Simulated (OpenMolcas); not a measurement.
**GeH2Cl: a line through the functionals**

GeH2Cl: 4 atoms, total charge 0, spin state doublet. As SMILES, `[Cl][GeH2]`. The shape is that of a PBE0-D4/def2-TZVP optimisation.

The dipole moment y, in D, basis def2-TZVPP; a is the functional's share of exact exchange. Programs: OpenMolcas 26.06.

| functional | program | a | y (D) |
| --- | --- | --- | --- |
| U-revPBE | OpenMolcas | 0 | 1.59 |
| U-r2SCAN | OpenMolcas | 0 | 1.71 |
| UB3LYP | OpenMolcas | 0.2 | 1.72 |
| UPBE0 | OpenMolcas | 0.25 | ? |
| UBHLYP | OpenMolcas | 0.5 | 1.90 |

Problem. Fit y = c + s·a to the known rows and predict UPBE0.

Solution. 
1. Means of the 4 rows: a = 0.1750, y = 1.730.
2. Σ(Δa)² = 0.1675, Σ(Δa·Δy) = 0.083, so the slope is 0.083/0.1675 = 0.49552.
3. Intercept: 1.730 − (0.49552) × 0.1750 = 1.643. The largest residual of the fit is 0.067.
4. UPBE0: 1.643 + (0.49552) × 0.25 = 1.77 D.

The run gave 1.77 D, so the prediction is off by 0.00 D: they agree to the digits shown. More exact exchange makes the molecule more polar here. The rows mix families of semi-local functionals, which the line can't see.

The dipole moment rises from 1.59 D with revPBE to 1.90 D with BHLYP, and because the geometry is held fixed, this reflects a redistribution of electron density rather than a longer Ge–Cl bond. Chlorine is much more electronegative than germanium, so the bond is polarised towards the halogen, while the unpaired electron sits mainly in a germanium-centred hybrid orbital. A larger share of exact exchange probably curbs the over-delocalisation of density between the chlorine lone pairs and the germanium centre, leaving more charge separation along the bond.

Exchange admixture is not the only influence, however: r2SCAN, with none, gives 1.71 D, almost the same as B3LYP at 1.72 D. The semi-local description therefore matters about as much as a modest hybrid fraction. The match for PBE0 is closer than the scatter of the fitted points would lead one to expect, so it is partly fortuitous and doesn't establish a strictly linear response. Without a measured or high-level correlated dipole, the greater polarity can't be equated with greater accuracy.
